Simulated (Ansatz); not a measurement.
# Ti: energy above lowest point as volume scale varies

All results are calculated (Ansatz 0.2.0). Free energy against uniform scaling of the volume at fixed shape and fractions; periodic cell, basis, potentials, k mesh and filling as listed.

The cell before it is scaled or strained (space group Fm-3m, No. 225):
```
cell vectors (Å)
   0.0000     2.0300     2.0300
   2.0300     0.0000     2.0300
   2.0300     2.0300     0.0000
atoms (fractions of the cell vectors)
Ti  0.00000  0.00000  0.00000
```

Settings of every row: functional LDA; dispersion none; potentials all-electron LAPW; k mesh 12x12x12; k shift 0x0x0; occupations cold; smearing width 0.05 eV; spin none; SCF threshold exponent -9.

Limits: coarse k mesh, up to 40 meV an atom off.

| row | volume scale | V (Å³/atom) | energy above lowest point (meV/atom) |
| --- | --- | --- | --- |
| 1 | 0.94 | 15.727 | 1.1 |
| 2 | 0.96 | 16.062 | 0 |
| 3 | 0.98 | 16.396 | 3.9 |
| 4 | 1 | 16.731 | 12.3 |
| 5 | 1.02 | 17.065 | 24.8 |
| 6 | 1.04 | 17.4 | ? |
| 7 | 1.06 | 17.735 | 61 |

Question: what energy above lowest point should row 6 give?

Worked fit of energy above lowest point. Take u = (V_r/V)^(2/3) − 1 with V_r = 16.564 Å³ an atom, which is twice the finite (Eulerian) strain; such expansions in the strain, on which the Birch-Murnaghan equation of state is built, carry the rest volume and the bulk modulus. The shown rows have u = 0.03517, 0.02073, 0.00682, -0.00667, -0.01967, -0.04452. Least squares give energy above lowest point = 7.56 − 625.2 × u + 12714 × u² − 4609 × u³ meV/atom; a parabola predicts inner rows, each left out in turn, worse (root mean square 0.096 against 0.03 meV/atom). All shown rows lie on it to the printed digit. Its lowest point lies at u = 0.0249, or V = 15.96 Å³ an atom, and the curvature there gives the bulk modulus at fixed shape and fractions, B = (4/9)(1 + u)² E″(u)/V = 116 GPa. The withheld row has u = -0.03229, so the fit gives 7.56 − 625.2 × (-0.03229) + 12714 × (-0.03229)² − 4609 × (-0.03229)³ = 41.2 meV/atom.

The calculation gave 41.1 meV/atom. The fit lies 0.1 meV/atom (0.16 % of the column's range) above it, one unit of the last digit.
